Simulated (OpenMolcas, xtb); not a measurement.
How methods differ on BF (SMILES [B]F)

BF has 2 atoms, charge 0, and is taken as a singlet. As SMILES, `[B]F`. The shape is that of a GFN2-xTB optimisation.

```xyz
2

B     0.0000    0.0000    0.0000
F     0.0000    0.0000    1.2444
```

Each level gives the dipole moment (D). The values are calculated.

| level | kind | program | value (D) |
| --- | --- | --- | --- |
| GFN0-xTB | semi-empirical | xtb | 0.84 |
| GFN1-xTB | semi-empirical | xtb | 0.65 |
| GFN2-xTB | semi-empirical | xtb | 1.56 |
| HF/ANO-S-MB | Hartree–Fock | OpenMolcas | 0.75 |
| HF/STO-3G | Hartree–Fock | OpenMolcas | 1.17 |
| UHF/STO-3G | Hartree–Fock | OpenMolcas | 1.17 |
| HF/3-21G | Hartree–Fock | OpenMolcas | 0.87 |
| HF/6-31G** (spherical functions) | Hartree–Fock | OpenMolcas | 0.97 |
| HF/def2-SVP | Hartree–Fock | OpenMolcas | 1.10 |
| HF/def2-TZVPD | Hartree–Fock | OpenMolcas | 0.98 |

The values span 0.65 to 1.56 D. Magnitudes only: a small dipole may point the other way at some levels. Sets without polarisation functions give poor dipoles. Without the sets that lack polarisation functions the rows with a basis span only 0.97 to 1.10 D.

The modest dipole of BF, despite the large electronegativity difference, reflects a cancellation. The σ bond is strongly polarised towards fluorine, but the boron lone pair points away from the bond and places negative charge on the outer side of boron, while π donation from fluorine returns some density to boron. As in isoelectronic CO, the net moment is therefore a poor measure of bond ionicity, and small shifts in either contribution change it markedly.

The three tight-binding models show this sensitivity most clearly: GFN1-xTB and GFN2-xTB lie at opposite ends of the whole set, probably because they balance charge transfer and lone-pair polarisation differently. The closeness of HF/STO-3G (1.17 D) to HF/def2-SVP (1.10 D) suggests error cancellation rather than a sound minimal-basis density. The identical HF and UHF values in STO-3G give no sign of spin symmetry breaking in the solution found. Agreement among the larger Hartree–Fock sets says nothing about how electron correlation would shift the moment.
